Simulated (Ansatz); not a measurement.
ZnCu: the change of pressure with volume scale

Free energy against uniform scaling of the volume at fixed shape and fractions; periodic cell, basis, potentials, k mesh and filling as listed. The results are calculated, by Ansatz 0.2.0.

The cell before it is scaled or strained (space group Pm-3m, No. 221):
```
cell vectors (Å)
   2.9450     0.0000     0.0000
   0.0000     2.9450     0.0000
   0.0000     0.0000     2.9450
atoms (fractions of the cell vectors)
Zn  0.50000  0.50000  0.50000
Cu  0.00000  0.00000  0.00000
```

Settings of every row: functional PBE; dispersion none; potentials PAW; wave cutoff 517.02 eV; density cutoff 2068.1 eV; k mesh 8x8x8; k shift 0x0x0; occupations fermi dirac; smearing width 0.1 eV; spin none.

Limits: coarse k mesh, up to 40 meV an atom off.

```
row  volume scale  V (Å³/atom)  pressure (GPa)  energy above lowest point (meV/atom)
  1          0.94       12.005           11.51                                    34
  2          0.96        12.26            8.12                                  18.4
  3          0.98       12.516            5.11                                   7.9
  4             1       12.771            2.43                                   1.9
  5          1.02       13.026               ?                                     ?
  6          1.04       13.282           -2.06                                   1.6
  7          1.06       13.537           -3.94                                   6.5
```

Question: what pressure should row 5 give?

Worked fit of pressure. Take u = (V_r/V)^(2/3) − 1 with V_r = 12.643 Å³ an atom, which is twice the finite (Eulerian) strain; such expansions in the strain, on which the Birch-Murnaghan equation of state is built, carry the rest volume and the bulk modulus. The shown rows have u = 0.03512, 0.02072, 0.00675, -0.00669, -0.03234, -0.04453. Least squares give pressure = 3.735 + 198.58 × u + 622.4 × u² + 749 × u³ GPa; a parabola predicts inner rows, each left out in turn, worse (root mean square 0.015 against 0.008 GPa). The rows lie off it by 0.00, 0.00, 0.01, 0.00, 0.00, 0.00. The pressure vanishes at u = -0.0200, or V = 13.03 Å³ an atom, and there the bulk modulus at fixed shape and fractions is B = −V dP/dV = (2/3)(1 + u) dP/du = 114 GPa. The withheld row has u = -0.0197, so the fit gives 3.735 + 198.58 × (-0.0197) + 622.4 × (-0.0197)² + 749 × (-0.0197)³ = 0.06 GPa.

The calculation gave 0.05 GPa. The fit lies 0.01 GPa (20 % of the value, 0.065 % of the column's range) above it, one unit of the last digit.

The other values of row 5: energy above lowest point 0 meV/atom.
